**Question: can these muonic X-ray lines be estimated on paper?**

I have four computed lines for a negative muon bound to each nucleus from indium to xenon (one-muon Dirac equation, finite nucleus, Uehling vacuum polarisation).

Muonic X-ray line energies for In to Xe from Radial Dirac-Fock and Kohn-Sham solver 3: Dirac equation for one negative muon with reduced mass, spherical nucleus with Gaussian charge distribution, Uehling potential to all orders. Nuclear polarisation, deformation, self-energy and electron screening are left out. Line labels give the upper level, then the lower.

| species | Z | mass number | nuclear rms radius (fm) | line energy (3p1/2 1s1/2) (keV) | line energy (2s1/2 2p1/2) (keV) | line energy (4f7/2 3d5/2) (keV) | line energy (5g9/2 4f7/2) (keV) |
| --- | --- | --- | --- | --- | --- | --- | --- |
| In | 49 | 115 | 4.616 | 4334.0 | 251.75 | 331.47 | 152.84 |
| Sn | 50 | 120 | 4.652 | 4464.3 | 269.37 | 345.25 | 159.18 |
| Sb | 51 | 121 | 4.680 | 4597.7 | 287.30 | 359.31 | 165.65 |
| Te | 52 | 130 | 4.742 | 4717.5 | 307.57 | 373.66 | 172.25 |
| I | 53 | 127 | 4.750 | 4859.4 | 325.89 | 388.28 | 178.97 |
| Xe | 54 | 132 | 4.786 | 4989.6 | 346.29 | 403.20 | 185.83 |

The Bohr formula with the muon mass gets near the last two columns and is far off for the first. For the second it gives zero. The first column also climbs unevenly around Te and I. Is there a rule with a few constants that I can work with a pocket calculator, how far can I trust it, and where does it stop?

**Answer**

There is one, in two halves, and a ratio of two lengths decides which half applies. I will carry In through in full, use Te as the awkward row, and look at Xe as the end of the range.

**Scales**

$Z$ is the nuclear charge, $A$ the mass number and $R$ the nuclear rms radius, the root-mean-square radius of the charge. A head such as (3p1/2 1s1/2) names the upper level and then the lower, and the line energy is the difference of their bindings. No electrons take part in this calculation, so the filling of the 5p shell is irrelevant to every column.

Start from the reduced mass $\mu = m_\mu/(1+m_\mu/M)$, with $m_\mu c^2 = 105658.4$ keV and $M$ taken as $A$ atomic mass units. Then form the muonic Bohr radius, its ratio to the nucleus, and the Bohr energy:

$$a=\frac{\hbar c}{\mu c^2\,Z\alpha},\qquad \rho=\frac{R}{a},\qquad E_0=\tfrac12\,\mu c^2 (Z\alpha)^2 .$$

For In the reduced mass lies 0.099 % below the muon mass, at 105554 keV, and $Z\alpha = 49\times0.0072973 = 0.35757$. With $\hbar c = 197.327$ MeV fm this gives $a = 5.228$ fm, $\rho = 4.616/5.228 = 0.883$ and $E_0 = 6747.9$ keV. The ground-state orbit is as large as the nucleus; in Xe $\rho$ reaches 1.009. An orbit with $n=3$ and the highest $l$ is another matter: the computed mean radius of 3d5/2 in In is 54 fm, and a wave function that starts as $r^l$ keeps clear of the centre.

One formula serves every level, the Dirac binding written with an effective quantum number $\nu$:

$$B(\nu)=\mu c^2\left[1-\frac{1}{\sqrt{1+(Z\alpha/\nu)^2}}\right].$$

**Circular orbits: no fitted constant**

The levels 3d5/2, 4f7/2 and 5g9/2 have $l=n-1$ and $j=l+\tfrac12$. For them the point-nucleus Dirac solution has $\nu^2=n^2-(Z\alpha)^2$, and the binding becomes

$$B_n=\frac{E_0}{n^2}\left[1+\frac{(Z\alpha)^2}{4n^2}+\frac{(Z\alpha)^4}{8n^4}+\dots\right].$$

The first term is Bohr's. For In it gives $6747.9\,(1/9-1/16)=328.02$ keV for 4f–3d, which is 3.45 keV below the table. The full bracket gives bindings of 752.45, 422.59 and 270.26 keV for $n=3,4,5$, so the line moves up to 329.86 keV. About half of the gap remains.

That half is vacuum polarisation. Virtual electron–positron pairs screen a charge over the electron's reduced Compton wavelength, $\lambda_e=386.16$ fm. These orbits lie inside that distance, so the muon sees slightly more charge than $Z$. With $x=r/\lambda_e$ the Uehling potential is the Coulomb potential times $(2\alpha/3\pi)\,[-\ln x-\gamma_E-\tfrac56+\tfrac{3\pi}{4}x-\tfrac32x^2+\dots]$, where $\gamma_E$ is Euler's constant and $\gamma_E+\tfrac56\approx1.41$. To average it, weight the circular-orbit density by $1/r$, which leaves $r^{2n-1}e^{-2r/na}$. The mean of $r$ is then $n^2a$, the mean of $\ln r$ is $\ln(n^2a)-1/4n$ to good accuracy, the mean of $r^2$ is rounded down to $(n^2a)^2$, and the mean Coulomb energy is $2E_0/n^2$. The extra binding is

$$V_n=\frac{2\alpha}{3\pi}\,\frac{2E_0}{n^2}\,L_n,\qquad L_n=-\ln x_n-1.41+\frac1{4n}+\frac{3\pi}{4}x_n-\frac32x_n^2,\qquad x_n=\frac{n^2a}{\lambda_e},$$

with $2\alpha/3\pi=0.001549$. For In and $n=3$, $x=0.1218$ and $L=2.105-1.41+0.083+0.287-0.022=1.043$, so $V_3=0.001549\times2\times749.8\times1.043=2.42$ keV. In the same way $V_4=0.81$ keV and $V_5=0.29$ keV. The lines are $329.86+2.42-0.81=331.47$ keV and $422.59-270.26+0.81-0.29=152.85$ keV, against 331.47 and 152.84 in the table.

Over the six rows the largest error of 4f–3d, relative to the table, drops from 1.2 % (Bohr) to 0.5 % (Dirac) to 0.003 % (with $V_n$). For 5g–4f the figures are 0.8 %, 0.4 % and 0.005 %. The reduced mass is worth 0.33 keV in the 4f–3d line of In, so it belongs in the estimate once the Uehling term does.

The last figure for 4f–3d flatters the rule, and the level energies of the same calculation show why. The series falls about 2 % short of the computed Uehling shift of 3d and 4f in every row, because it averages over the non-relativistic density, works to first order and stops at $x^2$. This makes the In line too low by about 0.03 keV. The rule also ignores the small size shift of 3d5/2, 0.025 keV in In and 0.063 keV in Xe, which makes the line too high. The two nearly cancel. The 5g–4f line is helped in the same way. In In the table lies 0.512 keV above the Dirac value and the computed 4f shift is 0.827 keV, which leaves about 0.315 keV for 5g against the rule's 0.291, so the shortfalls of $V_4$ and $V_5$ largely offset each other. An honest error bar is a few hundredths of a keV. Since the Dirac equation and the Uehling potential are what the solver contains, the agreement tests the shortcut and says nothing about nature.

**Why the obvious correction fails for 1s**

First-order perturbation theory lowers the 1s binding by $\tfrac{2\pi}{3}Z\alpha\hbar c\,R^2|\psi(0)|^2$. With $|\psi(0)|^2=1/\pi a^3$ and $E_0=Z\alpha\hbar c/2a$ this is $\tfrac43\rho^2E_0$. For In it comes to 7014 keV, more than the whole Bohr binding, whereas the computed loss is 1912 keV. The overestimate is a factor of 3.7 in In and rises to 4.2 in Xe. The formula assumes that $\psi$ is constant across the nucleus and that it stays as it was. Neither holds at $\rho\approx1$. The computed mean 1s radius in In is 10.3 fm, where the hydrogenic value is $1.5a=7.8$ fm, so the muon has moved outward from the weakened well. The true loss is 27 % of the point-Dirac binding in In and 31 % in Xe.

**The analogy: an alkali atom with the sign reversed**

The valence electron of an alkali atom moves in a pure Coulomb field outside the ion core. The core only fixes the phase with which the wave function leaves it, and the levels follow the Rydberg formula with $n$ replaced by $n-\delta_l$. The defect $\delta_l$ is large for s, small for high $l$, and nearly the same for all $n$, because inside the core the kinetic energy is set by the depth of the potential and hardly by the binding energy.

The nucleus plays the part of the core. Outside it the field is Coulombic, and inside it is weaker than that of a point charge, so the effective quantum number goes up where the alkali's goes down. For s1/2 and p1/2 levels write

$$\nu=n-1+\gamma+\delta,\qquad \gamma=\sqrt{1-(Z\alpha)^2},$$

where $\delta=0$ is the point nucleus.

The analogy has two bounds. The alkali defect owes much to the nodes forced by occupied core shells, which have no counterpart here. And the condition that binding be small against depth is only loosely met. A Gaussian charge has a central depth of $\sqrt{6/\pi}\,Z\alpha\hbar c/R$, which for In is $1.38\times70.6/4.616\approx21$ MeV, and the 1s binding of 5.1 MeV is a quarter of that. Theory therefore argues for a roughly constant defect and promises no more.

The numbers are kinder than the argument. Take the computed 1s, 2s and 3s bindings, remove their vacuum-polarisation parts and invert $B(\nu)$. In gives 0.1782, 0.1783 and 0.1783; Xe gives 0.2113, 0.2111 and 0.2111. The three values agree within about 0.0002 in each row. The slight drift changes sign between In and Xe, so my guess is that a size effect, which makes the defect fall with $n$, and a relativistic effect, which makes it rise, happen to cancel for these pairs of $\rho$ and $Z$; nothing here tests that.

**The constants and how they were got**

$$\delta_s=0.2090+0.263\,(\rho-1),\qquad \delta_p=0.0323\left(1-\frac1{n^2}\right)\rho^3 .$$

For p levels the probability near the origin scales as $(n^2-1)/n^5$, and dividing by $dB/d\nu\propto1/n^3$ gives the factor $1-1/n^2$. The power $\rho^3$ is empirical and follows the table, where $Z$ and $\rho$ rise together. In In the size shift is 29.1 keV for 2p1/2 but only about 13 keV for 2p3/2, so more than half of the p1/2 shift is relativistic, largely from its s-like small component, and grows with $Z\alpha$. The response to the radius alone is weaker than $\rho^3$. The constant is the mean over the six rows of the value implied by the computed 2p1/2 bindings, which run from 0.0322 to 0.0325; the 3p1/2 bindings imply values about 2 % lower.

Vacuum polarisation is applied as a fixed surcharge on $B(\nu)$: 0.70 % for 1s, 0.52 % for 2s, 0.59 % for 2p1/2 and 0.42 % for 3p1/2, each the six-row mean of the computed share.

For $\delta_s$, the rule's 3p binding was added to each tabulated 3p–1s energy, the sum was freed of the 1s surcharge and inverted for the 1s defect, and a straight line in $\rho$ was fitted to all six rows by unweighted least squares. In and Te were thus both in the fit. The 2s–2p column did not enter $\delta_s$, so the 2s binding is predicted apart from its surcharge, while the 2p binding is calibrated. The two constants of the line summarise the data and carry no separate meaning. Four decimals are needed, since $dB/d\nu\approx2B/\nu$ makes 0.0001 in $\delta_s$ worth about 0.9 keV in 1s.

**In, worked**

Here $\gamma=0.93389$, $\rho=0.8829$ and $\delta_s=0.2090-0.263\times0.1171=0.1782$.

1. For 1s, $\nu=1.11209$ and $(Z\alpha/\nu)^2=0.10338$. The bracket is 0.047999, so $B=5066.5$ keV, and 5102.0 keV with the surcharge.
2. For 3p1/2, $\delta_p=0.0323\times\tfrac89\times0.688=0.0198$ and $\nu=2.9537$, giving 765.1 and then 768.3 keV.
3. For 2s, $\nu=2.1121$, giving 1480.9 and then 1488.6 keV.
4. For 2p1/2, $\delta_p=0.0167$ and $\nu=1.9506$, giving 1730.1 and then 1740.3 keV.

The lines are $5102.0-768.3=4333.7$ keV (table 4334.0) and $1740.3-1488.6=251.7$ keV (table 251.75).

The second result shows what that line is. For a point nucleus 2s1/2 and 2p1/2 share $\nu=1+\gamma$ and the line vanishes. In the computed levels of In the finite size costs 2s 278.5 keV and 2p1/2 only 29.1 keV, a difference of 249.4 keV. Vacuum polarisation, which binds the more compact 2p more strongly, adds 2.3 keV.

The three growth rates follow. From In to Xe, $Z^2$ grows by 21.4 %. The circular lines grow by 21.6 %, slightly faster because the corrections increase with $Z\alpha$. The 3p–1s line grows by only 15.1 %, because a rising defect eats into the 1s binding. The 2s–2p line is roughly $2E_0/\nu^3$ times $\delta_s-\delta_p$, a product of $Z^2$ and a growing defect, and rises by 37.6 %.

**Te, worked, and the uneven steps**

For Te, $Z\alpha=0.37946$, $a=4.926$ fm and $\rho=0.9627$. The circular half gives Dirac bindings of 847.89, 476.09 and 304.45 keV and Uehling terms of 2.85, 0.97 and 0.36 keV. With one more digit carried, the lines are 373.67 and 172.25 keV, against 373.66 and 172.25. The penetrating half has $\gamma=0.92521$ and $\delta_s=0.2090-0.263\times0.0373=0.1992$. The bindings are 5581.4 (1s), 865.8 (3p1/2), 1653.4 (2s) and 1961.4 keV (2p1/2), so the lines are 4715.6 and 308.0 keV. The table has 4717.5 and 307.57. Te is the worst row for both, with errors of −0.04 % and +0.15 % of the tabulated values.

The unevenness you noticed comes from the isotopes. Te is entered with $A=130$ and I with $A=127$, so the radius jumps by 0.062 fm from Sb to Te and by only 0.008 fm from Te to I. The 3p–1s steps are 119.8 and 141.9 keV there, and 130 to 133 keV elsewhere. A least-squares line through the five steps gives

$$\Delta E=145.0\ \text{keV}-409\ \text{keV/fm}\times\Delta R,$$

with no step off by more than 0.2 keV, which is what the rounding of the radius to 0.001 fm permits. The mass itself is not responsible: $\mu$ differs between Te and I by two parts in $10^5$, and the 4f–3d steps rise smoothly through both rows. As a short cut within this range, one more proton is worth about 145 keV in 3p–1s, and each 0.01 fm of radius takes back about 4 keV.

The same line exposes the rule's fault. At fixed $Z$ the rule responds to the radius with −471 keV/fm on average over the six rows, 15 % more than the steps show. A straight interpolation between In and Xe would put Te at $4.616+3\times0.034=4.718$ fm, so Te lies 0.024 fm high, while the other rows lie within 0.004 fm of that line. The excess response is $62\times0.024=1.5$ keV, most of the 1.9 keV error. The numbers thus show that $\delta_s$ is not a function of $\rho$ alone. Theory suggests the reason: $\gamma$ contains the relativistic contraction produced by the point singularity, a finite nucleus removes part of it, and so $\delta_s$ holds a piece that grows with $(Z\alpha)^2$ at fixed $\rho$. Along the table $Z$ and $\rho$ rise together and the fitted slope absorbs both. That explanation has not been tested separately. For an isotope shift in this nuclear model use the slope from the steps and not the defect formula, and take it as the value near Te, whose two steps fix it. It scales roughly as $(dB/d\nu)/a$ of the 1s level, so it is about a tenth smaller in In and a tenth larger in Xe.

**Is it better than a power law in $Z$?**

A two-constant power law, fitted to all six rows as a straight line in logarithms, has exponent 1.45 for 3p–1s. It is off by 6.9 keV at Te and by 4.3 keV at Sb, because it knows nothing of the radius. The defect rule stays within 0.5 keV in the five rows other than Te. For 2s–2p the gain is smaller. The power law (exponent 3.29) has a worst error of 1.19 keV against 0.47 keV, but it is the closer of the two for Sn, Sb and I. The merit of the defect rule there is that its s part was taken from another line. Its errors are positive from Sn onward, with 0.47 keV in Te and 0.46 keV in Xe. The slightly smaller 2s defect accounts for much of the error in Xe, since 0.0002 in $\nu$ is about 0.3 keV in the 2s level of Xe.

Refitting $\delta_s$ on In, Sn and Sb alone returns the same two constants after rounding and predicts the 3p–1s line of Xe to 0.2 keV. This supports extrapolation over about three units of $Z$ when the radii follow the same trend; $\delta_p$ and the surcharges still came from all six rows.

**Where the rule stops**

The straight line for $\delta_s$ has been checked for $\rho$ between 0.88 and 1.01. It crosses zero at $\rho=0.21$, which is unphysical: for a small nucleus first-order theory becomes valid and gives $\delta_s\approx\tfrac23\rho^2$, which vanishes only at $\rho=0$. That formula serves only the lightest atoms: its next term lowers it by a fraction of about $1.7\rho$ for a Gaussian charge, so it already runs well high at $\rho\approx0.1$. The region between needs a curve. The defect idea should survive outside the range, the constants will not.

The Uehling series has been used up to $x=0.34$. At $x=1$ its terms sum to about −0.55, although the potential is attractive at every distance, so it breaks down well before then. High $n$ and low $Z$ both push $x$ up. Those large orbits are also where screening by atomic electrons, left out of the calculation, begins to count in a real atom.

The constants of the penetrating half belong to this nuclear model, a Gaussian charge distribution. At equal rms radius a Gaussian piles more charge at the centre than the flat-topped distribution of such nuclei. The factor 1.38 in the central depth would be $\tfrac32\sqrt{3/5}=1.16$ for a uniform sphere. The 1s level is therefore overbound, by far more than the rule's own error, and agreement with the table to 0.04 % does not carry over to measured 3p–1s or 2s–2p energies. The circular lines are nearly immune, since their whole size shift is below 0.1 keV.

Nuclear polarisation, roughly of keV size in 1s, is left out as well, along with self-energy, higher-order vacuum polarisation and relativistic recoil. The nuclei of In, Sb and I in the table have spin above one half, so hyperfine coupling splits their levels and the single tabulated energy stands for a multiplet. The nuclear quadrupole moment splits the circular levels directly; in levels with $j=\tfrac12$ it acts only by mixing in other levels, and the direct splitting there is magnetic. The even-even nuclei of Sn, Te and Xe have spin zero in the ground state, and a single number per line is closer to what a spectrum would show.
